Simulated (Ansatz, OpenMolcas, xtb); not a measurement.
Ligand exchange: HBr + CBrClF2 → HCl + CBr2F2

Species: HBr (hydrogen bromide), singlet; CBrClF2 `FC(F)(Cl)Br`, singlet; HCl (hydrogen chloride), singlet; CBr2F2 (dibromodifluoromethane) `FC(F)(Br)Br`, singlet. The partners trade Br for Cl: H–Br and C–Cl bonds give way to H–Cl and C–Br.

Shapes, held fixed at every level: PBE0-D4/def2-TZVP. Programs: Ansatz 0.2.0, OpenMolcas 26.06, xtb 6.7.1. The zero-point and thermal change to 298 K, harmonic and unscaled (PBE0-D4/def2-TZVP), is +1.0 kJ/mol.

**What was measured.** Tabulated heats of formation (Active Thermochemical Tables): HBr -35.9; CBrClF2 -442.2; HCl -92.2; CBr2F2 -384.5 kJ/mol, which give ΔH(298 K) = +1.4 kJ/mol.

```json
{"level": "GFN1-xTB", "kind": "semi-empirical", "ΔH (kJ/mol)": "+9.7", "computed − measured": "+8.3"}
{"level": "r2SCAN-D4/def2-TZVPP", "kind": "meta-GGA", "ΔH (kJ/mol)": "+2.9", "computed − measured": "+1.5"}
{"level": "B3LYP/6-31G* (spherical functions)", "kind": "global hybrid", "ΔH (kJ/mol)": "+5.5", "computed − measured": "+4.1"}
{"level": "BHLYP-D4/def2-TZVPP", "kind": "global hybrid", "ΔH (kJ/mol)": "+3.0", "computed − measured": "+1.7"}
{"level": "PBE0-D4/def2-TZVPP", "kind": "global hybrid", "ΔH (kJ/mol)": "+3.2", "computed − measured": "+1.8"}
{"level": "r2SCAN0-D4/def2-TZVPP", "kind": "global hybrid", "ΔH (kJ/mol)": "+4.3", "computed − measured": "+2.9"}
{"level": "wB97M-V/def2-TZVPP", "kind": "range-separated hybrid", "ΔH (kJ/mol)": "+3.9", "computed − measured": "+2.5"}
{"level": "MP2/def2-TZVPP", "kind": "perturbation theory", "ΔH (kJ/mol)": "-1.0", "computed − measured": "-2.3"}
{"level": "CCSD(T)/def2-TZVPP", "kind": "coupled cluster or CI", "ΔH (kJ/mol)": "+0.9", "computed − measured": "-0.4"}
```

Nearest: CCSD(T)/def2-TZVPP (-0.4); farthest: GFN1-xTB (+8.3). 9 of 9 levels lie within 10 kJ/mol. Relativity is left out for Br unless named. Correlated rows may include outer-core shells of Br, which these sets cover unevenly.

The exchange is almost thermoneutral because two sizeable bond-strength differences nearly cancel. Chlorine's more compact valence orbitals overlap better than bromine's with both hydrogen and carbon, so the gain in forming H–Cl from H–Br is largely spent in replacing C–Cl by C–Br. The vibrational contribution matters on this scale: the +1.0 kJ/mol correction is comparable to the measured +1.4 kJ/mol, and its sign fits the stiffer H–Cl stretch, partly offset by the softer C–Br one.

Because each side has one H–halogen and one C–halogen bond, much of the error in describing them cancels, which probably explains why even the simpler methods come close. All the density functionals and GFN1-xTB make the reaction too endothermic, whereas MP2 reverses its sign and CCSD(T) restores it. More exact exchange brings no consistent improvement: r2SCAN0 lies farther from the measurement than r2SCAN, while BHLYP and PBE0 nearly coincide. The close CCSD(T) agreement doesn't establish basis-set convergence.
